**1. Premises and conventions.** Units are Gaussian until comment 10. The pair charge is $-2e$ with $e>0$, the pair mass is $m^*$, and $\Phi_0=hc/2e=\pi\hbar c/e$. The Ginzburg-Landau (GL) free-energy density relative to the normal state, without the field energy, is

$$F=\alpha|\psi|^2+\tfrac{\beta}{2}|\psi|^4+\frac{\hbar^2}{2m^*}\Big|\Big(\nabla+\frac{2\pi i}{\Phi_0}\mathbf A\Big)\psi\Big|^2,$$

with $\alpha\propto T-T_c$ negative and $\beta>0$ constant. Define $\psi_\infty^2=|\alpha|/\beta$, $H_c^2/8\pi=\alpha^2/2\beta$, $\xi^2=\hbar^2/2m^*|\alpha|$ and $\lambda^2=m^*c^2/16\pi e^2\psi_\infty^2$. The product $\xi^2\lambda^2=\hbar^2c^2\beta/32\pi e^2\alpha^2$ then gives

$$H_c=\frac{\Phi_0}{2\sqrt2\,\pi\xi\lambda}.\tag{1}$$

Here $\lambda$ is built from $\psi_\infty$, so it is the zero-current penetration depth. Write $\psi=\psi_\infty f e^{i\theta}$ and $\mathbf q=\nabla\theta+2\pi\mathbf A/\Phi_0$, which is gauge invariant. Since $|\alpha|\psi_\infty^2=H_c^2/4\pi$,

$$F=\frac{H_c^2}{4\pi}\Big[-f^2+\tfrac12f^4+\xi^2q^2f^2+\xi^2(\nabla f)^2\Big].\tag{2}$$

The sample is a long strip along $x$, of width $w$ along $y$ and thickness $d\ll w$, bounded by insulators, in zero applied field.

**2. "The GL equations follow."** Varying $f$ in (2) gives $\xi^2\nabla^2f+f-f^3-\xi^2q^2f=0$, and the surface term demands $\partial_nf=0$. The current is $\mathbf j=-c\,\partial F/\partial\mathbf A=-(2e\hbar/m^*)\psi_\infty^2f^2\mathbf q$. Eliminating $\psi_\infty^2/m^*=c^2/16\pi e^2\lambda^2$,

$$\mathbf j=-\frac{c\Phi_0}{8\pi^2\lambda^2}f^2\mathbf q .\tag{3}$$

Varying $\theta$ gives $\nabla\cdot\mathbf j=0$ and $q_n=0$ at the surfaces. The sign in (3) only records the negative charge; below, $j$ and $q$ are magnitudes. The unobservable $m^*$ has dropped out.

**3. "The flow is uniform."** Constant $f$ and constant $\mathbf q\parallel x$ satisfy both boundary conditions for any $w$ and $d$, so no condition $w<\xi$ is needed. Only the field of the current itself can spoil uniformity, because $\nabla\times\mathbf q=2\pi\mathbf h/\Phi_0$. A uniform sheet current $jd$ produces, in the plane of the strip,

$$A(y)=-\frac{2jd}{c}\int_{-w/2}^{w/2}\ln|y-y'|\,dy'+\text{const},$$

directed along $\mathbf j$. The constant is absorbed in $\nabla\theta$. The integral is $w[\ln(w/2)-1]$ at the centre and $w[\ln w-1]$ at an edge, so $A(0)-A(w/2)=(2jdw/c)\ln2$. As $\mathbf j$ is antiparallel to $\mathbf q$, $q$ is larger at the edges. Multiplying by $2\pi/\Phi_0$ and inserting (3),

$$\frac{\delta q}{q}=\frac{\ln2}{\pi}f^2\frac{w}{\Lambda},\qquad \Lambda=\frac{2\lambda^2}{d},\tag{4}$$

where $\Lambda$ is the Pearl length. Across the thickness, $\partial_z^2A=-4\pi j/c$ gives $\delta A=\pi jd^2/2c$ between mid-plane and face, hence $\delta q/q=f^2d^2/8\lambda^2$. Uniform flow therefore needs $w\ll\Lambda$ and $d\ll\lambda$. For a wire both transverse sizes must be small against $\lambda$.

**4. "Hence $f^2=1-q^2\xi^2$."** With $\nabla f=0$ and $f\neq0$ the first GL equation reads, for $X=q\xi$,

$$f^2=1-X^2,\qquad j=j_0J,\quad J=X(1-X^2),\quad j_0=\frac{c\Phi_0}{8\pi^2\lambda^2\xi}.\tag{5}$$

The kinetic term shifts $-|\alpha|$ to $-|\alpha|(1-X^2)$. Putting (5) into (2) gives $F(q)=-(H_c^2/8\pi)(1-X^2)^2$. Its derivative is $dF/dq=H_c^2\xi^2qf^2/2\pi$, and by (1) and (3) this equals $(\Phi_0/2\pi c)\,j$. Current and $q$ are thus conjugate variables.

**5. "Maximise the current."** $dJ/dX=1-3X^2$ vanishes at $X=1/\sqrt3$, where $d^2J/dX^2=-6X<0$. There $f^2=2/3$ and $J=2/(3\sqrt3)=0.385$, so

$$j_d=\frac{c\Phi_0}{12\sqrt3\,\pi^2\lambda^2\xi}=\frac{cH_c}{3\sqrt6\,\pi\lambda}.\tag{6}$$

The second form uses $\Phi_0=2\sqrt2\pi\xi\lambda H_c$ and $2\sqrt2/12\sqrt3=1/3\sqrt6$. With $t=T/T_c$, both $\xi^{-2}$ and $\lambda^{-2}$ are proportional to $|\alpha|\propto1-t$, so

$$j_d\propto(1-t)^{3/2}.$$

The order parameter does not vanish at $j_d$: $4/9$ of the condensation energy remains. A rigid condensate ($f=1$) whose kinetic energy is equated to $H_c^2/8\pi$ would give $X=1/\sqrt2$ and $j=cH_c/4\pi\lambda$, which exceeds (6) by the factor $3\sqrt6/4=1.84$.

Expanding about the maximum, $1-j/j_d=\tfrac32(\delta q/q)^2$. This makes (6) insensitive to (4). Linearising the first GL equation gives $-\xi^2\delta f''+2f^2\delta f=-2f\xi^2q\,\delta q$. Averaging over the width with $\delta f'=0$ at the edges makes $\langle\delta f\rangle\propto\langle\delta q\rangle$, so the total current at given $\langle q\rangle$ has no first-order change. If failure instead starts when the edge value of $q$ reaches $1/\sqrt3\xi$, the interior lags by at most $\delta q$ and the loss is again of order $(w/\Lambda)^2$.

**6. A trap at fixed current.** A source that holds $I$ fixed does work $\int IV\,d\tau$ over time $\tau$, and the Josephson relation $V=(\Phi_0/2\pi c)\,d\Delta\theta/d\tau$ turns this into $(\Phi_0/2\pi c)I\Delta\theta$. The potential to be made stationary is $G=F-(\Phi_0/2\pi c)jq$. Because $(\Phi_0/2\pi c)j_0/\xi=H_c^2/2\pi$, it reads, in units of $H_c^2/4\pi$ and with $s=f^2$,

$$g=-s+\tfrac12s^2+X^2s-2JX .$$

Minimising over $X$ gives $X=J/s$ and $g=-s+\tfrac12s^2-J^2/s$. Then $dg/ds=0$ is $J^2=s^2(1-s)$, which is (5). Substituting $X=J/s$ into $F$ instead would give $+J^2/s$ and the false result $f^2=1+X^2$. At the stationary point $d^2g/ds^2=1-2J^2/s^3=(3s-2)/s$. For $J^2<4/27$ there is a minimum with $s>2/3$ and a maximum with $s<2/3$. They merge at $j_d$, and above it no uniform superconducting solution exists. The differential kinetic inductance, for changes slow enough that $f$ follows, is proportional to $dq/dj\propto(1-3X^2)^{-1}$ and diverges as $(1-j/j_d)^{-1/2}$.

**7. Does a strip with $w\gg\xi$ fail earlier?** Comment 6 tested uniform variations only. Measure lengths in $\xi$ and, neglecting the self-field, write $\psi/\psi_\infty=(f+u+iv)e^{iXx}$ in $\nabla^2\psi+\psi-|\psi|^2\psi=0$. To first order $|f+u+iv|^2(f+u+iv)=f^3+3f^2u+if^2v$, and $1-X^2=f^2$. The operator of the second variation acts as

$$(u,v)\to\big(-\nabla^2u+2f^2u+2X\partial_xv,\;-\nabla^2v-2X\partial_xu\big).$$

Take $u=u_0\cos k_xx\cos k_yy$ and $v=v_0\sin k_xx\cos k_yy$, with $y$ counted from an edge and $k_y=n\pi/w$ to meet the boundary conditions. With $k^2=k_x^2+k_y^2$ the matrix on $(u_0,v_0)$ is

$$\begin{pmatrix}k^2+2f^2&2Xk_x\\2Xk_x&k^2\end{pmatrix},\qquad\det=k^4+2f^2k_y^2+2(1-3X^2)k_x^2 .$$

The trace is positive, and the determinant is positive for all $k\neq0$ when $X^2\le1/3$. For $X^2>1/3$ modes with $k_y=0$ and $k_x^2<2(3X^2-1)$ are unstable. Transverse structure only stiffens the state, and variation along $z$ enters like $k_y$. The marginal mode at $k_y=0$ obeys $k_xv_0+2Xu_0=0$, while the current perturbation is $\delta J=f^2\delta X+2Xfu=f(k_xv_0+2Xu_0)\cos k_xx$. The mode carries no current and creates no field, so dropping $\delta\mathbf A$ is consistent. In a homogeneous strip with straight edges the uniform state is a local minimum up to $j_d$ for every $w\ll\Lambda$, although vortices fit into it when $w\gg\xi$.

**8. Metastable, not stable.** Each $2\pi$ advance of $\Delta\theta$ lowers $G$ by $\Phi_0I/c$, so only a barrier protects the state. An upper bound comes from a phase slip uniform across the section. Current conservation fixes $X(x)=J/f^2$, and $f''+f-f^3-J^2/f^3=0$ has the first integral $f'^2+f^2-\tfrac12f^4+J^2/f^2=C$. Multiplying by $4s$ gives a cubic with a double root at the asymptotic value $s_0$ and roots summing to 2:

$$s'^2=2(s_0-s)^2(s-s_1),\qquad s_1=2-2s_0,\qquad \eta=s_0-s_1=3s_0-2 .$$

The solution is $s=s_1+\eta\tanh^2(x\sqrt{\eta/2})$, the saddle of Langer and Ambegaokar (1967). The density $g=f'^2-f^2+\tfrac12f^4-J^2/f^2$ equals $2f'^2-C$, and $-C$ in the uniform state. Hence $\int\Delta g\,dx=\int s'^2/2s\,dx=\sqrt2\int_{s_1}^{s_0}(s_0-s)\sqrt{s-s_1}\,ds/s$, and with $E_0=(H_c^2/8\pi)\,wd\xi$,

$$\Delta G=4\sqrt2\,E_0\Big[s_0\sqrt\eta-\tfrac13\eta^{3/2}-s_0\sqrt{s_1}\arctan\sqrt{\eta/s_1}\Big].\tag{7}$$

At $j=0$, $s_0=1$ and $\Delta G=(8\sqrt2/3)E_0=3.77E_0$. At $s_0=0.9$, $j/j_d=0.74$ and $\Delta G=0.696E_0$. Near $j_d$, $\Delta G\to(4\sqrt2/5)\eta^{5/2}E_0$ with $\eta=1-3X^2\simeq2[\tfrac23(1-j/j_d)]^{1/2}$, so the barrier closes as $(1-j/j_d)^{5/4}$. A vortex crossing from an edge is a competing path in wide strips, and the true barrier is no higher than (7).

**9. Range of validity.** Result (6) requires: (i) $1-t\ll1$, for the GL expansion; (ii) $w\ll\Lambda$ and $d\ll\lambda$; (iii) homogeneous $T_c$, thickness and straight edges, since a constriction, notch or bend raises the local $q$ and lowers the total current at which the state fails; (iv) an applied perpendicular field $H$ with $\delta q=\pi Hw/\Phi_0$ at the edge small against $1/\xi$; (v) $\xi$ large against the lattice constant; (vi) no heating before the instability. It is a mean-field ceiling. It is approached closely only if $E_0\gg k_BT$, which fails as $t\to1$ because $E_0\propto(1-t)^{3/2}$. Conditions (i) and $E_0\gg k_BT$ pull in opposite directions. At low temperature the dirty-limit problem needs the Usadel equations, as treated by Kupriyanov and Lukichev (1980).

**10. Illustration: an NbN strip.** In SI, $j_d=\Phi_0/(3\sqrt3\,\pi\mu_0\lambda^2\xi)$ with $\Phi_0=h/2e$. NbN films are in the dirty limit, and three weak-coupling BCS results are taken as premises. First, pair breaking by a flow $q$ lowers the transition to $\ln(T_c/T)=\Psi(\tfrac12+\hbar Dq^2/4\pi k_BT)-\Psi(\tfrac12)$, with $\Psi$ the digamma function and $D$ the diffusion constant. Using $\Psi'(\tfrac12)=\pi^2/2$ and $f=0$ at $q\xi=1$ gives $\xi^2=\pi\hbar D/[8k_BT_c(1-t)]$. Second, $\lambda^{-2}=(\pi\mu_0\Delta/\hbar\rho)\tanh(\Delta/2k_BT)$ with $\rho$ the normal resistivity. Third, with $y=\Delta/\pi k_BT$,

$$\ln\frac{T_c}{T}=2\sum_{n\ge0}\Big[\frac1{2n+1}-\frac1{\sqrt{(2n+1)^2+y^2}}\Big]=a_1y^2-a_2y^4+\dots,$$

where $a_1=7\zeta(3)/8$ and $a_2=93\zeta(5)/128$. With $\epsilon=1-t$, inversion gives $y^2=(\epsilon/a_1)[1+\epsilon/2+a_2\epsilon/a_1^2]$. Since $\Delta\tanh(\Delta/2k_BT)\simeq\tfrac12\pi^2k_BT_c(1-\epsilon)\,y^2(1-\pi^2y^2/12)$,

$$\lambda^{-2}=\frac{4\pi^3\mu_0k_BT_c\,\epsilon}{7\zeta(3)\hbar\rho}\,[1-c_1\epsilon],\qquad c_1=\frac12-\frac{a_2}{a_1^2}+\frac{\pi^2}{12a_1}=0.60 .$$

GL theory keeps the leading term. The term $c_1\epsilon$ concerns $\lambda$ alone and indicates the scale of the corrections to (6), not their total.

Take inputs typical of a thin NbN film: $T_c=10$ K, $d=5$ nm, sheet resistance $500\ \Omega$ (so $\rho=250\ \mu\Omega\,$cm), $D=0.5$ cm$^2$/s, $w=100$ nm. Then $\xi=3.873\ \text{nm}\,\epsilon^{-1/2}$, $\lambda=321.1\ \text{nm}\,\epsilon^{-1/2}$, $\kappa=\lambda/\xi=83$ and $j_d=25.2\ \text{MA/cm}^2\,\epsilon^{3/2}$. The extra digits serve the arithmetic only, and the prefactor is not the zero-temperature current. The compiled bulk lattice constant is $a=4.391$ Å (Wright 2023).

| | $t=0.9$ | $t=0.8$ |
|---|---|---|
| $\xi$ (nm) | 12.25 | 8.66 |
| $\lambda$ (nm) | 1015 | 718 |
| $\Lambda$ ($\mu$m) | 412 | 206 |
| $H_c$ (Oe) | 187 | 374 |
| $\xi/a$ | 28 | 20 |
| $w/\xi$ | 8.2 | 11.5 |
| $\delta q/q$ from (4), $f^2=2/3$ | $3.6\times10^{-5}$ | $7.1\times10^{-5}$ |
| $c_1\epsilon$ | 0.06 | 0.12 |
| $j_d$ (MA/cm$^2$) | 0.80 | 2.3 |
| $I_d=j_dwd$ ($\mu$A) | 4.0 | 11 |
| $E_0/k_BT$ | 6.9 | 22 |
| $\Delta G/k_BT$ at $j=0$ | 26 | 82 |
| $\Delta G/k_BT$ at $0.74\,j_d$ | 4.8 | 15 |

The self-field is negligible, and so is the thickness term, $4.0\times10^{-6}$ at $t=0.8$. The strip is far wider than $\xi$, so comment 7 is what licenses (6). Fluctuations are not negligible. At $t=0.9$ the barrier is below $5k_BT$ already at $0.74\,j_d$, so the strip turns resistive well under the model's $4.0\ \mu$A. At $t=0.8$ the barrier is about three times higher and the GL truncation twice as large. As typical knowledge, patterned NbN strips switch at roughly 0.5 to 0.8 of their depairing current well below $T_c$, so the model's 11 $\mu$A is expected to overshoot the switching current by a factor of order 1.3 to 2, while the stronger-than-BCS coupling of NbN tends to raise the depairing current itself.